Planar mean of the smooth electrostatic potential energy of an electron along c through a single layer of PtS₂, counted from the valence band top. Computed with Ansatz 0.2.0 using PBE+D3(BJ) with spin-orbit coupling, PAW, a plane-wave cutoff of 420 eV, a 9×9×1 k mesh, Gaussian smearing of 0.02 eV and an isolated boundary along c.

```csv
height (Å),potential energy of an electron from the Fermi level (valence top where gapped) (eV)
9.42,6.290
9.99,6.290
10.56,6.280
11.13,6.280
11.70,6.260
12.27,6.160
12.84,5.590
13.41,2.140
13.99,-4.820
14.56,-7.440
15.13,-12.490
15.70,-12.490
16.27,-7.440
16.84,-4.820
17.41,2.140
17.98,5.590
18.55,6.160
19.12,6.260
19.69,6.280
20.27,6.280
20.84,6.290
21.41,6.290
```

**Q:** The potential energy levels off at 6.29 eV on both sides of the layer. Is that the work function?

**A:** For this layer it is the ionisation potential. PtS₂ has a gap, so the zero of the table is the top of the valence band. The plateau is the energy of an electron at rest in vacuum. The distance between the two is the least energy that takes an electron from the filled bands into vacuum.

A work function is counted from the Fermi level, and in a perfect gapped crystal that level has no unique place. The calculation puts it in the middle of the gap, 0.89 eV above the valence top, which gives 6.29 − 0.89 = 5.40 eV. In a real sample, doping or a contact would move the Fermi level and change this number. The ionisation potential would stay where it is as long as the surface itself didn't change.

**Q:** The layer is neutral. Why does an electron coming from vacuum feel it at all before reaching the sulfur atoms?

**A:** The table holds the potential of the undisturbed layer. A real electron would also polarise the layer and feel a weak pull from farther away. Even without that pull there is an attraction, because the electrons of the neutral layer reach farther out than its nuclei. Take the row at 12.84 Å, which lies 1.34 Å outside the sulfur plane. An electron there has already passed a little of the negative charge. What lies ahead of it is therefore slightly positive and pulls it inward.

This turns the slope of the curve into a count of electrons. Averaged over planes parallel to the layer, the charge already passed and the equal and opposite charge ahead act like the two plates of a capacitor. The slope is then $4\pi e^2 N/A$, where $N$ is the number of electrons per cell farther out on that side, $A$ is the area of the cell and $e^2$ is the squared electron charge in Gaussian units. Between 12.27 and 12.84 Å the potential energy changes by about 1 eV per ångström, which corresponds to 0.06 electrons per cell as a mean over that step. The curve steepens inward, so the count at 12.84 Å itself should be about twice as large. A very thin outer cloud is enough to bend the potential visibly.

**Q:** Then the potential should become flat where that cloud ends. What decides how far it reaches?

**A:** Far from the atoms, mainly the ionisation potential. Think of one electron in a square well with walls of finite height. Inside the wall its wave function falls as $e^{-\kappa d}$, where $d$ is the distance into the wall. The constant is $\kappa=\sqrt{2mI}/\hbar$, with $I$ the energy by which the level lies below the top of the wall and $m$ the electron mass. The density is the square of the wave function, so it falls as $e^{-2\kappa d}$.

The potential inherits this law. By Poisson's equation its curvature is proportional to the density, and integrating an exponential twice leaves the exponent unchanged. In this one-level picture the shortfall from the plateau therefore also falls as $e^{-2\kappa d}$. A layer with a smaller ionisation potential should have a longer tail, and one with a larger ionisation potential a shorter one.

The comparison with the well has its bounds. The well has a sharp edge and a single level, whereas the layer has a soft edge and many occupied states. The simple law belongs to the region far out, where the full potential felt by the electrons has become flat and the slowest-decaying states dominate.

**Q:** Can you put numbers into it?

**A:** Take $I=6.29$ eV and $\hbar^2/2m\approx3.8$ eV Å². This gives $2\kappa=2\sqrt{6.29/3.8}\approx2.6$ per ångström. From 12.84 to 12.27 Å is a step of 0.57 Å, over which the shortfall should shrink by the factor $e^{-2.6\times0.57}\approx0.23$.

At 12.84 Å the shortfall is 6.29 − 5.59 = 0.70 eV, and this row serves as the starting point. The prediction for 12.27 Å is then 0.16 eV, while the table has 0.13 eV. One step farther out, at 11.70 Å, the prediction is just under 0.04 eV and the table has 0.03 eV. The decay rate was not fitted to any row; the printed output after this text holds the full comparison.

**Q:** The first prediction is too high by about a quarter of the table's value. What did the estimate leave out?

**A:** At least two things, and they pull in opposite directions. States deeper than the valence top decay faster, and so do states whose wave vector has a component along the layer. Both steepen the tail. The valence top itself is such a state: on the mesh it lies away from the zone centre, and with its wave vector the output gives it 2.689 per ångström, so even far out the rate from $I$ alone is expected to be a floor. On the other hand, exchange and correlation still attract an electron there, which lets the density reach farther out.

That is what theory argues; the table shows only the net result. These rows are still close to the atoms, so the near agreement with the simple law may owe something to a cancellation of the two effects. It fits the law but doesn't prove that the ionisation potential alone sets the rate. For that, one would have to compare several layers and look farther out. Between 12.84 and 12.27 Å the tail falls somewhat faster than the simple law, even when rounding is allowed for. In the next step outward the rate seems to agree with the law almost exactly, but that match comes from rounding the plateau. The unrounded ionisation potential of the run is 6.286 eV, which makes the shortfalls 0.126 and 0.026 eV and the rate about 2.8 per ångström. With rows given in steps of 0.01 eV, this rate is too uncertain to be told apart from the law.

**Q:** Would the plateau move if I put more vacuum around the layer?

**A:** It should stay at 6.29 eV, because the potential is already flat well before the outermost rows. What would move is the average over the whole cell. It lies 1.80 eV below the vacuum level here and would lie only 0.90 eV below it in a cell twice as tall. The same dip would simply be spread over twice the length.

This is why band energies of different layers should be compared from the vacuum level. An energy counted from the cell average contains the amount of empty space, which is a choice of the person who set up the calculation.

**Q:** And if I replaced the sulfur on one face by selenium?

**A:** Then the two plateaus would no longer have to agree. In PtS₂ inversion turns one face into the other, and the two halves of the table match row for row. With different atoms on the two faces this symmetry is lost, and the layer can carry a dipole perpendicular to its plane. The vacuum levels on the two sides then differ, and so do the ionisation potentials of the two faces.

The capacitor picture tells how sensitive this is. A dipole of only 0.01 electron charges times ångström per cell would separate the plateaus by 0.17 eV. The table can't tell how large the dipole of the selenium-substituted layer would be. It does show that PtS₂ has no such step, as its symmetry demands.

**Q:** Which of these numbers would you trust when choosing a metal contact for a PtS₂ transistor?

**A:** I would start from the plateau and leave the bottom of the well aside. The drop of almost 19 eV from vacuum to the lowest rows is not a binding energy. The plotted potential omits exchange and correlation, and near the nuclei its depth depends on how the atomic cores were smoothed. The two equal lowest values are not a flat floor either: they lie on either side of the platinum plane, and the extremum falls between them.

The plateau is well defined within this calculation, and differences of 0.01 eV between the outer rows are no larger than the rounding of the table. Its distance from nature is another matter. The semi-local functional used here usually makes both gaps and ionisation potentials too small, so even the first decimal may change with a better method.

For the contact, the gap of 1.78 eV puts the bottom of the conduction band 6.29 − 1.78 = 4.51 eV below vacuum. In the simplest picture, a metal with a work function near or below this value favours the injection of electrons, and one with a much larger work function favours holes. Charge that rearranges where metal and layer touch adds a dipole step of its own. As the selenium question showed, a small dipole is enough to shift the alignment noticeably, so the levels of the free layer are a first guide to the choice of metal and no more.

The analysis program printed:

```
Plateau above the valence top, eV: 6.29
Plateau minus lowest printed value, eV: 18.78
Sum of all mismatches between mirror rows, eV: 0
Gap and half gap from the band edges, eV: 1.779, 0.8897
Mid-gap level below vacuum, eV: 5.403
Shortfall from the plateau at 11.70 angstrom, eV: 0.03
Shortfall from the plateau at 12.27 angstrom, eV: 0.13
Shortfall from the plateau at 12.84 angstrom, eV: 0.7
Decay rate from 12.27 to 11.70, per angstrom: 2.568
Same rate, lowest allowed by rounding: 1.924
Same rate, highest allowed by rounding: 3.408
Decay rate from 12.84 to 12.27, per angstrom: 2.949
Floor of the decay rate from the plateau height, per angstrom: 2.57
Rate for the mesh valence top with its sideways wave vector, per angstrom: 2.689
Shortfall at 12.27 predicted from 12.84 with the floor rate, eV: 0.1614
Shortfall at 11.70 predicted from 12.84 with the floor rate, eV: 0.03721
Mean slope between 12.27 and 12.84, eV per angstrom: 0.9983
Electrons per cell farther out on one side, mean over 12.27 to 12.84: 0.05992
Distance of the 12.84 row outside the S plane, angstrom: 1.34
Step made by a dipole of 0.01 electron angstrom per cell, eV: 0.1666
Cell average below vacuum from the rows, eV: 1.802
Same average in a cell twice as tall, eV: 0.9011
```
